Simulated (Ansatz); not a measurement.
# A series in smearing width on Zr

Results calculated with Ansatz 0.2.0, not measured. Plane-wave density functional theory, scalar-relativistic PAW datasets made under PBE, Gamma-centred meshes; one setting moves on a fixed relaxed cell, energies count from the zero-width extrapolation of the reference run, pressure is Pulay-corrected at fixed cutoff and positive in compression.

Structure of every row (space group P6_3/mmc, No. 194):
```
Zr
1.0
      3.1440     0.0000     0.0000
     -1.5720     2.7228     0.0000
      0.0000     0.0000     5.0895
Zr
2
Direct
  0.33333 0.66667 0.25000
  0.66667 0.33333 0.75000
```

Settings of every row: spin polarised no; functional LDA; wave cutoff 420 eV; k mesh 12x12x6; smearing method gaussian; reference k mesh 12x12x6; reference smearing width 0.1 eV; reference wave cutoff 420 eV; reference smearing method fermi_dirac; swept setting smearing; valence electrons per atom 12.

Atom starting moment: 0 on all atoms.

Limits: settings are moved on purpose, so some rows are far from converged.

```csv
row,smearing width (eV),free energy error per atom (meV),zero smearing energy error per atom (meV),pressure (GPa)
1,0.01,0.32,0.34,-0.04
2,0.03,?,?,?
3,0.1,-2.26,0.72,0.06
4,0.2,-11.07,0.29,0.05
5,0.3,-24.76,-0.58,0.08
```

Question: what free energy error per atom should row 2 give?

Worked fit of free energy error per atom. Smearing changes a smooth quantity, to lowest order, with the square of the width, so take w² in eV². The shown rows have w² = 0.0001, 0.01, 0.04, 0.09. Their means are 0.035025 and -9.442 meV; the sums about the means are S_tt = 0.004893 and S_ty = -1.371, whose ratio is the slope. Least squares give free energy error per atom = 0.37 − 280.17 × w² meV. The rows lie off it by -0.02, 0.17, -0.23, 0.09 (root mean square 0.15 meV). The constant, 0.37 meV, estimates the value at zero width. The withheld row has w² = 0.0009, so the fit gives 0.37 − 280.17 × (0.0009) = 0.12 meV.

The calculation gave 0.19 meV. The fit lies 0.07 meV (37 % of the value, 0.28 % of the column's range) below it; its largest miss of a shown row is 0.23 meV.

The other values of row 2: zero smearing energy error per atom 0.35 meV; pressure -0.02 GPa.
